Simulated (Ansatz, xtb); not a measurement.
## Cl2FHNOSi: which of two isomers lies lower

Structure a: `[NH]O[Si](F)(Cl)Cl`, a doublet. Structure b: `[O]N[Si](F)(Cl)Cl`, a doublet. Both are isolated molecules in the gas phase, relaxed with PBE0-D3(BJ)/def2-SVP; the shapes shown needn't be the lowest conformers.

a (Å):

```xyz
7

Cl    0.4664   -1.5690    0.8963
Cl   -1.6591   -0.7039   -1.5276
F    -2.4406   -2.1561    0.9377
N    -1.1458    1.4328    1.0835
O    -1.8890    0.3267    1.3401
Si   -1.4275   -1.0182    0.4554
H    -1.5793    2.1272    1.7115
```

b (Å):

```xyz
7

Cl    0.6797   -1.1308    0.7882
Cl   -1.6898   -0.8408   -1.5141
F    -2.1715   -1.8755    1.2399
N    -1.7824    0.7477    1.1701
O    -1.2540    1.8326    0.7634
Si   -1.2882   -0.7768    0.4693
H    -2.4937    0.8164    1.9102
```

Which of the two would you expect CCSD(T)/def2-SVP + ΔMP2/def2-TZVPP electronic energies to favour?

Not settled: CCSD(T)/def2-SVP + ΔMP2/def2-TZVPP gives E(b) − E(a) = +0.112 eV, but this leans on the basis-set step: CCSD(T) alone gives +0.027 eV.

How the difference moves with the method:

| level | geometry | E(b) − E(a) (eV) | departure from the last row (eV) | job, with rough time for the two |
| --- | --- | --- | --- | --- |
| GFN2-xTB | GFN2-xTB | +0.092 | −0.020 | optimisation, 0.24 s |
| HF/STO-3G | GFN2-xTB | −0.309 | −0.421 | single point, 0.66 s |
| r2SCAN-D4/def2-SVP | GFN2-xTB | −0.233 | −0.345 | single point, 4.3 s |
| PBE0-D3(BJ)/def2-SVP | PBE0-D3(BJ)/def2-SVP | −0.187 | −0.299 | optimisation, 64 s |
| HF/def2-SVP | PBE0-D3(BJ)/def2-SVP | +0.074 | −0.037 | part of the CCSD(T) run |
| MP2/def2-SVP | PBE0-D3(BJ)/def2-SVP | +0.070 | −0.041 | part of the CCSD(T) run |
| CCSD(T)/def2-SVP | PBE0-D3(BJ)/def2-SVP | +0.027 | −0.085 | single point |
| CCSD(T)/def2-SVP + ΔMP2/def2-TZVPP | PBE0-D3(BJ)/def2-SVP | +0.112 |  | single point, 50 s |

As drawn, b has 1 N–Si in place of 1 O–Si.

HF/STO-3G, r2SCAN-D4/def2-SVP, PBE0-D3(BJ)/def2-SVP put the two in the other order. The largest departure from CCSD(T)/def2-SVP + ΔMP2/def2-TZVPP is that of HF/STO-3G, 0.421 eV. The last row adds to CCSD(T) the change of the MP2 difference between the two basis sets, here +0.085 eV.

With harmonic frequencies from PBE0-D3(BJ)/def2-SVP (ideal gas, rigid rotor, one conformer each, 298.15 K, 1 atm): the zero-point term adds +0.018 eV; ΔH is +0.127 and ΔG +0.125 eV.

Open shells are spin-unrestricted. The correlated steps freeze 18 core orbitals. Programs: Ansatz 0.2.0, xtb 6.7.1; the last row on 2 threads of Intel(R) Xeon(R) 6975P-C (Granite Rapids) on a shared host.

The small energy difference probably reflects two opposing bonding preferences. Isomer a keeps the strong, polar Si–O bond, favoured by silicon's affinity for oxygen. Isomer b gives that up for Si–N but gains a nitroxide group, in which the unpaired electron occupies an N–O π* orbital and leaves a net π bond. Its shorter N–O distance and planar nitrogen fit this picture. In a, the radical is mainly nitrogen-centred, and the oxygen lone pair, also drawn towards silicon, should stabilise it less.

Both density functionals favour b, whereas Hartree–Fock, MP2 and CCSD(T) in the same def2-SVP basis lean towards a, possibly because the functionals overstabilise the delocalised nitroxide spin. The coupled-cluster results support near-degeneracy better than a definite preference for a. Vibrational and thermal terms barely change the balance, so entropy does not provide the missing discrimination between these two conformers. Nor does the small energy difference imply easy interconversion, since moving the silyl group between nitrogen and oxygen may face a substantial barrier.
